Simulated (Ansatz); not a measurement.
Ni: pressure and energy change per atom as volume scale varies

Plane-wave DFT, scalar-relativistic PAW made under PBE with cores redone for the functional, no dispersion; the given relaxed cell is scaled uniformly, energy at zero smearing counts from the unscaled cell, pressure at the given Fermi-Dirac smearing is positive in compression. The results are calculated, by Ansatz 0.2.0.

The cell before it is scaled or strained (space group Fm-3m, No. 225):
```
Ni
1.0
      0.0000     1.7767     1.7767
      1.7767     0.0000     1.7767
      1.7767     1.7767     0.0000
Ni
1
Direct
  0.00000 0.00000 0.00000
```

Settings of every row: spin polarised yes; functional RPBE; wave cutoff 420 eV; smearing width 0.05 eV; k mesh 25x25x25.

Atom:
```csv
element,starting moment (Bohr magneton)
Ni,0.69
```

Limits: with one magnetic atom in the cell only parallel moments are possible.

```csv
row,volume scale,V (Å³/atom),pressure (GPa),energy change per atom (meV),largest site moment (Bohr magneton)
1,0.88,9.871,31.29,114.27,0.65
2,0.92,10.32,18.25,45.98,0.67
3,0.96,10.768,7.98,10.2,0.68
4,1.04,11.666,-6.44,9.87,0.71
5,1.08,12.114,-11.41,35.41,0.73
6,1.12,12.563,?,?,?
```

Question: what pressure and energy change per atom should row 6 give?

Worked fit of pressure. Take u = (V_r/V)^(2/3) − 1 with V_r = 10.768 Å³ an atom, which is twice the finite (Eulerian) strain; such expansions in the strain, on which the Birch-Murnaghan equation of state is built, carry the rest volume and the bulk modulus. The shown rows have u = 0.0597, 0.02874, 0, -0.052, -0.07552. Least squares give pressure = 7.991 + 330.69 × u + 987.4 × u² GPa; a straight line predicts inner rows, each left out in turn, worse (root mean square 2 against 0.11 GPa). The rows lie off it by 0.04, -0.06, -0.01, 0.09, -0.06 (root mean square 0.058 GPa). The pressure vanishes at u = -0.0262, or V = 11.21 Å³ an atom, and there the bulk modulus at fixed shape and fractions is B = −V dP/dV = (2/3)(1 + u) dP/du = 181 GPa. The withheld row has u = -0.09768, so the fit gives 7.991 + 330.69 × (-0.09768) + 987.4 × (-0.09768)² = -14.89 GPa.

The calculation gave -15.31 GPa. The fit lies 0.42 GPa (2.7 % of the value, 0.9 % of the column's range) above it; its largest miss of a shown row is 0.09 GPa. This row lies beyond the range of the fit.

Worked fit of energy change per atom. Take u = (V_r/V)^(2/3) − 1 with V_r = 10.768 Å³ an atom, which is twice the finite (Eulerian) strain; such expansions in the strain, on which the Birch-Murnaghan equation of state is built, carry the rest volume and the bulk modulus. The shown rows have u = 0.0597, 0.02874, 0, -0.052, -0.07552. Least squares give energy change per atom = 10.254 + 820.32 × u + 15356 × u² meV; a straight line predicts inner rows, each left out in turn, worse (root mean square 32 against 0.86 meV). The rows lie off it by 0.31, -0.53, -0.05, 0.75, -0.47 (root mean square 0.48 meV). The withheld row has u = -0.09768, so the fit gives 10.254 + 820.32 × (-0.09768) + 15356 × (-0.09768)² = 76.64 meV.

The calculation gave 73.24 meV. The fit lies 3.40 meV (4.6 % of the value, 3.3 % of the column's range) above it; its largest miss of a shown row is 0.75 meV. This row lies beyond the range of the fit.

The other values of row 6: largest site moment 0.75 Bohr magneton.
